# Notebook: the M4–N45N45 Auger lines of promethium

A promethium atom with a hole in $3d_{3/2}$ (M4) decays when one $4d$ electron fills the hole and a second $4d$ electron is ejected. The ion is left with two holes in the $4d$ shell, and each level of that pair gives one line. The energies below are Dirac-Fock total-energy differences, and the rates come from Coulomb matrix elements between one-electron orbitals.

M4–N45N45 Auger lines of Pm (Z = 61), [Xe] 4f5 6s1 6p1, calculated with Radial Dirac-Fock and Kohn-Sham solver 3. Energies are average-of-configuration Dirac-Fock ΔSCF with Breit and QED terms and a finite nucleus (rms radius 4.962 fm); rates are Coulomb only. The two holes are in intermediate coupling, valence shells are spectators, and kinetic energies count from the vacuum level.

| leading holes | j | purity | kinetic energy (eV) | share (%) |
| --- | --- | --- | --- | --- |
| N4N4 | 0 | 0.824 | 759.3 | 7.38 |
| N4N4 | 2 | 0.865 | 766.7 | 25.08 |
| N4N5 | 4 | 0.942 | 768.3 | 28.78 |
| N4N5 | 1 | 1.00 | 769.1 | 8.93 |
| N5N5 | 0 | 0.824 | 770.3 | 0.64 |
| N4N5 | 2 | 0.831 | 770.5 | 12.79 |
| N4N5 | 3 | 1.00 | 772.6 | 14.68 |
| N5N5 | 2 | 0.947 | 774.1 | 0.88 |
| N5N5 | 4 | 0.942 | 776.5 | 0.83 |

N4 is a hole in $4d_{3/2}$ and N5 a hole in $4d_{5/2}$. "Leading holes" names the pair with the largest weight in the level, "purity" is that weight, and $j$, written $J$ below, is the total angular momentum of the two holes. "Share" is the percentage of the rate into this group of lines. The shares add up to 99.99 %, so they divide M4–N45N45 decay only and say nothing about its part in all M4 decay.

## 1. Why are there nine lines, and which purities carry information?

Two holes in a $d$ shell have $10\cdot 9/2 = 45$ states. Two N4 holes can couple only to $J = 0, 2$ by the Pauli principle (6 states), two N5 holes to $J = 0, 2, 4$ (15 states), and one of each to $J = 1, 2, 3, 4$ (24 states). These are nine levels, so the table is the complete set.

Only levels of equal $J$ mix. $J = 1$ and $J = 3$ occur once each, so their purity of 1.00 is automatic. $J = 0$ and $J = 4$ occur twice, and a mixture of two states always gives both partners the same purity, as in the repeated 0.824 and 0.942. Apart from these two numbers, only the three $J = 2$ purities say anything about the atom.

## 2. What sets the order of the lines?

Energy left in the ion is taken from the outgoing electron, so the lowest level of the ion gives the fastest line. Two costs add. A hole in $4d_{3/2}$ is more tightly bound than one in $4d_{5/2}$ by the spin-orbit splitting $D$. The two holes also repel each other by an amount that depends on how their orbits overlap, which is fixed by the $LS$ term. In Racah parameters $B$ and $C$, counted from $^3F$,

$$E(^3P)=15B,\quad E(^1D)=5B+2C,\quad E(^1G)=12B+2C,\quad E(^1S)=22B+7C .$$

The kinetic energy is $K - E$, with $K$ a common constant and $E$ an eigenvalue of the sum of both costs. Repulsion is diagonal in $LS$ terms and the spin-orbit cost in $jj$ pairs, so one basis is recoupled into the other with $9j$ symbols and each $J$ block is diagonalised.

One parameter can be read off directly. The $J = 1$ level is pure $^3P$ and the $J = 3$ level pure $^3F$, each with one N4 hole, so their distance of $772.6 - 769.1 = 3.5$ eV is $15B$ and $B = 0.23$ eV. An unweighted least-squares fit of all four constants to the nine energies gives $K = 776.98$, $B = 0.234$, $C = 1.00$ and $D = 4.34$ eV. The spin-orbit step is thus of the same size as the term splittings, $^1G$ lying 4.82 eV and $^1S$ 12.18 eV above $^3F$. The rms error of 0.023 eV is no larger than the 0.029 eV that rounding to 0.1 eV produces. The solver itself couples the holes in this way, so the agreement does not test intermediate coupling. It shows that one radial function for both $4d$ subshells is enough for the energies at this precision, though not quite for the purities (question 3), and it puts sizes on the two interactions.

The algebra is that of the free Ni²⁺ ion, $3d^8$, with the same five terms and, by Hund's rules for a more than half-filled shell, $^3F_4$ lowest. The fastest line here, at 776.5 eV, is that Hund's-rule level, and the slowest is mostly $^1S_0$. The analogy covers the list of terms and the two ends of the ladder. It fails for the order in between, because in nickel the spin-orbit constant is smaller than $B$ (about 0.08 against 0.13 eV, rough recalled values) and each term stays a tight group, whereas here the constant is $\zeta = 2D/5 = 1.7$ eV, about seven times $B$. Nickel also has no second open shell, a point that returns in question 7.

## 3. Why does N5N5 $J=0$ lie below two lines that have a more tightly bound hole?

Counting N4 holes alone would put all three N5N5 lines at the top. Two are there. The third, at 770.3 eV, lies 2.3 eV below N4N5 $J = 3$ and just below N4N5 $J = 2$. The $J = 0$ block can be worked by hand. The $^1S_0$ state spreads its pair over the subshells in proportion to their sizes, $4/10$ N4N4 and $6/10$ N5N5, and $^3P_0$ has the reverse weights. With $^3P$ at 3.51 eV and $^1S$ 8.67 eV higher,

$$H_{44}=3.51+0.4(8.67)+2(4.34)=15.66,\qquad H_{55}=3.51+0.6(8.67)=8.71,$$
$$V=\sqrt{0.24}\,(8.67)=4.25\ \text{eV}.$$

The mean is 12.185 eV and half the difference 3.47 eV, so $E = 12.185 \pm \sqrt{3.47^2+4.25^2} = 12.185 \pm 5.49$, that is about 17.67 and 6.70 eV. Subtracting from $K$ gives 759.3 and 770.3 eV, the table's values, and both rows were in the fit. The purity was not fitted. It comes out as $\tfrac12(1+3.47/5.49) = 0.82$, or 0.817 in the full model, against 0.824.

The $J = 3$ level pays $D = 4.34$ eV and no repulsion beyond that of $^3F$. Two N5 holes coupled to $J = 0$ pay no spin-orbit cost, but they move in the same orbital plane in opposite senses and overlap strongly, which costs 8.71 eV, and mixing returns only 2 eV of it. The same pairing cost shows within each like pair, where $J = 0$ is the slowest line: 759.3 against 766.7 eV for N4N4, and 770.3 against 774.1 and 776.5 eV for N5N5.

The purity error of 0.007 for $J = 0$ is the largest of the nine and exceeds the rounding of that column. A possible cause, not tested here, is that the solver's $4d_{3/2}$ and $4d_{5/2}$ orbitals have slightly different radial shapes, which the model merges.

## 4. All purities exceed 0.8. Is this $jj$ coupling?

The $J = 4$ pair shows that purity alone cannot decide this. With no spin-orbit coupling at all, $^1G_4$ is already 80 % N4N5 and $^3F_4$ is 80 % N5N5, so the purity scale for this pair starts at 0.80. The table's 0.942 goes with an $LS$ weight of 0.95 in the model, and these two lines are as well described by $^1G_4$ and $^3F_4$ as by their $jj$ labels. The $J = 0$ pair is likewise 0.82 pure in either language.

The $J = 2$ levels differ. Their $jj$ purities run from 0.831 to 0.947, while no $LS$ term holds more than 0.52 of any of them, $^1D_2$ is split about evenly between the slowest and the fastest, and $^3F_2$ leads none. The $^3P$ and $^1D$ terms lie only a third of an eV apart and 3 to 3.5 eV above $^3F$, all within one step $D$, so spin-orbit coupling scrambles them. An $LS$ label is useless for $J=2$ and fair for $J = 0$ and 4.

Neither limit reproduces the energies. Keeping only the diagonal in $jj$ and refitting all four constants to the nine lines leaves an rms error of 0.60 eV, and the same in $LS$ leaves 0.93 eV. Both fits also push $D$ up, to 5.40 and 6.99 eV, to imitate the level repulsion that they have dropped. A splitting read from these lines with a pure-coupling formula would be too large by about a quarter or more relative to 4.34 eV.

## 5. Why do the three N5N5 lines take only 2.35 % of the group?

Counting states, $(2J+1)/45$, would give N5N5 a third of the intensity and N4N4 13.3 %. The table has 2.35 % and 32.46 %, and the share per state runs from 7.38 for N4N4 $J=0$ down to 0.09 for N5N5 $J=4$. The initial hole therefore selects strongly among final states.

The Coulomb operator expands in multipoles of rank $k$. In the monopole, $k = 0$, each electron keeps its $l$ and $j$, so the $3d_{3/2}$ hole can be filled only from $4d_{3/2}$, while the partner goes from either $4d$ subshell to a continuum $d$ wave of the same $j$. Filling from $4d_{5/2}$ needs $k = 2$ or 4. If the monopole acted alone, an N4N4 pair would have two electrons able to drop, an N4N5 pair one, and an N5N5 pair none. The first two lead to different continuum waves and add as rates:

$$\text{rate}\ \propto\ (2J+1)\,\bigl(2c_{44}^2+c_{45}^2\bigr),$$

where $c_{44}^2$ and $c_{45}^2$ are the weights of the pairs in the level. The total is $2\cdot 6 + 24 = 36$, so without mixing the groups take 33.3, 66.7 and 0 %, close to the table's 32.46, 65.18 and 2.35 %. With the mixing from the energy fit, the N5N5 lines borrow strength. The $J=4$ line has an N4N5 weight of $1-0.941$ and gets $9(0.059)/36 = 1.5$ %, against 0.83 % in the table.

No rate enters this formula as a fitted quantity, and it lowers the rms error of the shares from 9.32 to 2.67 percentage points. That the monopole dominates is inferred from this agreement and from its having the largest angular factor. It is not guaranteed in advance, since $3d$ and $4d$ are orthogonal and their overlap density carries no net charge, which weakens a monopole. Its advantage lies in the angular factor, and the radial integrals of higher rank need not be smaller. The table holds total rates after mixing, so it cannot separate the borrowed strength of the weak lines from a direct contribution of higher multipoles.

## 6. Where does the monopole estimate fail, and why in that pattern?

The cleanest failure involves no mixing. $J = 1$ and $J = 3$ are pure N4N5, so the monopole gives them the same share per state, while the table has 2.98 and 2.10, a ratio of 1.42. Among the six strong lines, the excess over the monopole estimate is greatest for the $^1S$-like line (a factor 1.63) and the $^1G$-like line (1.22), and the deficit is greatest for $^3F_3$ (0.76). The terms that cost most repulsion also decay fastest.

Theory gives a reason. The matrix element from $4d^2$ to $3d\,\varepsilon d$, with $\varepsilon d$ the continuum $d$ wave, has four $d$ orbitals, so its $k = 2$ and 4 parts carry the same angular coefficients as the term energies. Two electrons that are often close together repel more and also scatter off each other more. If the two radial integrals stand in the same ratio as in the energies, which is an assumption, each term's amplitude becomes $1 + xE$, with $E$ its energy above $^3F$. A least-squares fit of $x$ to all nine shares gives 0.058 per eV and an rms error of 0.40 points. For the two pure levels it gives $(1+0.058\cdot 3.51)^2 = 1.45$ against 1.42, both rows being in the fit.

The same step explains why the weak $J=0$ and $J=4$ lines fall to about 0.6 of their monopole estimates. In each, the amplitude is a difference between a triplet part and a smaller singlet part of opposite sign. Strengthening the singlet deepens the cancellation and moves intensity to the strong partner of the same $J$. The model gives 0.61 % for N5N5 $J=0$ against 0.64 %, but overdoes the drop for $J=4$, 0.68 % against 0.83 %, a line whose two terms are both open to the $g$ wave discussed below.

The remaining misfits are far larger than the rounding of the shares. The largest in points is N4N4 $J=0$, 8.06 against 7.38 %. The largest in proportion is N5N5 $J=2$, 0.48 against 0.88 %, or 45 % low relative to the table, and here the bare monopole (0.97 %) did better. The model drops the $s$, $g$ and $i$ continuum waves that parity also allows. Angular momentum lets $s$ serve only $^1D$, $g$ serve $^1D$, $^3F$ and $^1G$, and $i$ only $^1G$, while $^1S$ and $^3P$ have the $d$ wave alone. N5N5 $J=2$ is half $^1D$ and its $d$-wave rate is nearly cancelled, so an extra channel would show there first. That these waves account for the shortfall is a guess that fits the pattern and has not been checked.

## 7. What would change with the element, the initial hole or the treatment of the valence shells?

Apart from an overall scale, the pattern depends on the ratio of $D$ to $B$ and $C$. Spin-orbit splitting grows steeply with nuclear charge, because it is weighted near the nucleus, whereas the repulsion integrals grow only as the inverse size of the orbital. Heavier elements therefore move toward larger $D/B$ and lighter ones toward smaller. In the model, doubling $D$ at fixed $B$ and $C$ widens the span from 17.2 to 24.8 eV, raises the $J=0$ purity to 0.94 and puts N5N5 $J=0$ 3.4 eV above N4N5 $J=2$. Halving $D$ shrinks the span only to 14.1 eV, because the 12 eV from $^3F$ to $^1S$ remains, and the purity drops to 0.65. The monopole share of the three weak lines goes from 3.5 % to 1.1 % on doubling and to 11.5 % on halving. These shares indicate direction only, as 3.5 % already overshoots the table's 2.35 %.

With the hole in M5 the final levels are the same, so the spacings and purities would stay and all lines would move down by the $3d$ spin-orbit splitting. The monopole argument reverses. The hole is filled from $4d_{5/2}$, the weights are $2\cdot 15 = 30$ for N5N5 and 24 for N4N5, that is 56 and 44 % of 54, and N4N4 becomes the weak group. Intensity would move to the fast end of the multiplet.

The treatment of $4f^5$ as a spherical spectator matters most. The $4d$ and $4f$ orbitals share a principal shell and overlap strongly, so their exchange is large, and coupling of the $4d$ holes and of the initial $3d$ hole to the open $4f$ shell splits each of these lines into many levels over several eV or more. The nine lines are the $d^8$ skeleton of the spectrum and cannot be laid over a measured one line by line.

## 8. Which digits can be trusted?

As a statement about this calculation, the spacings hold to the printed 0.1 eV, since four constants reproduce nine energies within 0.04 eV. Rounding alone leaves the fitted $D$ uncertain by about 0.02 eV and $C$ by about 0.01 eV, but $D$ is an effective constant and is less sharply defined than that. The $J=0$ pair, read from its spacing of 11.0 eV and its purity of 0.824, has a half difference of 3.56 eV rather than 3.47 eV, which points to $D$ near 4.4 eV. As a statement about promethium they are less firm. Dirac-Fock has no correlation, and correlation generally reduces term splittings, so $B$ and $C$ are probably too large.

The 0.2 eV between N5N5 $J=0$ and N4N5 $J=2$ is smaller than the width of 353.46 meV that the same run reports, without stating which decays it includes, so the two would merge into one feature of $0.64+12.79 = 13.43$ %. Their order is fragile as well. The model gap goes from $+1.30$ through $+0.19$ to $-3.40$ eV as $D$ goes from half to double, slopes of about $-0.5$ and $-0.8$ eV per eV, so a rise of $D$ by 0.2 to 0.4 eV, or a matching fall of $B$ and $C$, would reverse it. All other neighbouring gaps are 0.8 eV or more, but that does not make them resolved. The reported width may well be that of this group of lines alone, in which case the full width of the M4 hole is larger, and the fast decay of the $4d$ holes themselves broadens real lines further.

The absolute energies, centred at 768.4 eV when weighted by share, include Breit and QED terms but belong to $4f^5 6s^1 6p^1$, an excited configuration, where the free atom has $4f^5 6s^2$ and the trivalent metal about $4f^4$. Moving an outer electron changes the screening nearly uniformly over the $3d$ and $4d$ region, so it should shift $K$ more than the spacings, and a metal adds its own screening of the doubly charged ion. The decimal place of the absolute energy has no meaning outside this configuration.

The shares come from Coulomb rates without the Breit interaction that the energies contain. The group pattern, about one third, two thirds and a few per cent, follows from angular momentum as long as the monopole dominates, and should be the sturdiest result within the spectator picture. The three N5N5 shares are small remainders of cancelling amplitudes, and the two simple models differ from each other by factors of up to about two on them. That spread shows what the simple models leave out, not the error of the table. It means that these lines need every multipole and continuum wave, and that a shortcut which serves the strong lines fails for them.
